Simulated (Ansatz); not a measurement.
Ligand exchange: BH(CH3)I + C2H5NO → BH(CH3)(NH2) + C2H3IO

Species: BH(CH3)I, singlet; C2H5NO (acetamide) `CC(N)=O`, singlet; BH(CH3)(NH2), singlet; C2H3IO (acetyl iodide) `CC(=O)I`, singlet. The partners trade I for NH2: B–I and C–NH2 bonds give way to B–NH2 and C–I.

Shapes, held fixed at every level: PBE0-D4/def2-TZVP. Flexible molecules stand in one conformer, not always the lowest. Programs: Ansatz 0.2.0. The zero-point and thermal change to 298 K, harmonic and unscaled (PBE0-D4/def2-TZVP), is +0.7 kJ/mol.

```json
{"level": "HF/def2-SVP", "kind": "Hartree–Fock", "ΔH(298 K) (kJ/mol)": "+7.6", "less CCSD(T)/def2-TZVPP": "+35.3"}
{"level": "HF/def2-TZVPP", "kind": "Hartree–Fock", "ΔH(298 K) (kJ/mol)": "-1.5", "less CCSD(T)/def2-TZVPP": "+26.2"}
{"level": "PBE0-D4/def2-TZVPP", "kind": "global hybrid", "ΔH(298 K) (kJ/mol)": "-22.2", "less CCSD(T)/def2-TZVPP": "+5.5"}
{"level": "wB97M-V/def2-TZVPP", "kind": "range-separated hybrid", "ΔH(298 K) (kJ/mol)": "-24.8", "less CCSD(T)/def2-TZVPP": "+2.9"}
{"level": "MP2/def2-SVP", "kind": "perturbation theory", "ΔH(298 K) (kJ/mol)": "-28.7", "less CCSD(T)/def2-TZVPP": "-1.0"}
{"level": "MP2/def2-TZVPP", "kind": "perturbation theory", "ΔH(298 K) (kJ/mol)": "-28.8", "less CCSD(T)/def2-TZVPP": "-1.1"}
{"level": "CCSD/def2-SVP", "kind": "coupled cluster or CI", "ΔH(298 K) (kJ/mol)": "-22.0", "less CCSD(T)/def2-TZVPP": "+5.7"}
{"level": "CCSD(T)/def2-TZVPP", "kind": "coupled cluster or CI", "ΔH(298 K) (kJ/mol)": "-27.7", "less CCSD(T)/def2-TZVPP": "0.0"}
```

The highest level, CCSD(T)/def2-TZVPP, gives ΔH(298 K) = -27.7 kJ/mol; the levels span -28.8 to +7.6. They disagree on the sign: 1 of 8 are positive. The column of differences is taken from that level and isn't an error. No measured value is set beside it here. For atoms past krypton def2 sets carry core potentials with scalar relativity. Correlated rows may include outer-core shells of I, which these sets cover unevenly.

The exchange is exothermic at every level that includes correlation, with -27.7 kJ/mol at the highest. Both sides lose and gain π donation. In acetamide the nitrogen lone pair is delocalised into the carbonyl group, while in the aminoborane it donates into the formally empty boron p orbital. Iodine is a poor π donor to either centre, so the preference suggests that nitrogen gains more from boron, in σ and π bonding together, than it gives up in amide resonance.

Hartree–Fock puts the reaction close to thermoneutral, so most of the exothermicity comes from correlation, which favours the side with the C–I and B–N bonds. The near-identical MP2 values in the two basis sets don't show that each part is converged: the Hartree–Fock part falls markedly with the larger set, so the correlation part must shift the other way and cancel it. Nor can the gap between CCSD and CCSD(T) be credited to triples alone, since the basis changes too. The enthalpy leaves open how readily the exchange would proceed.
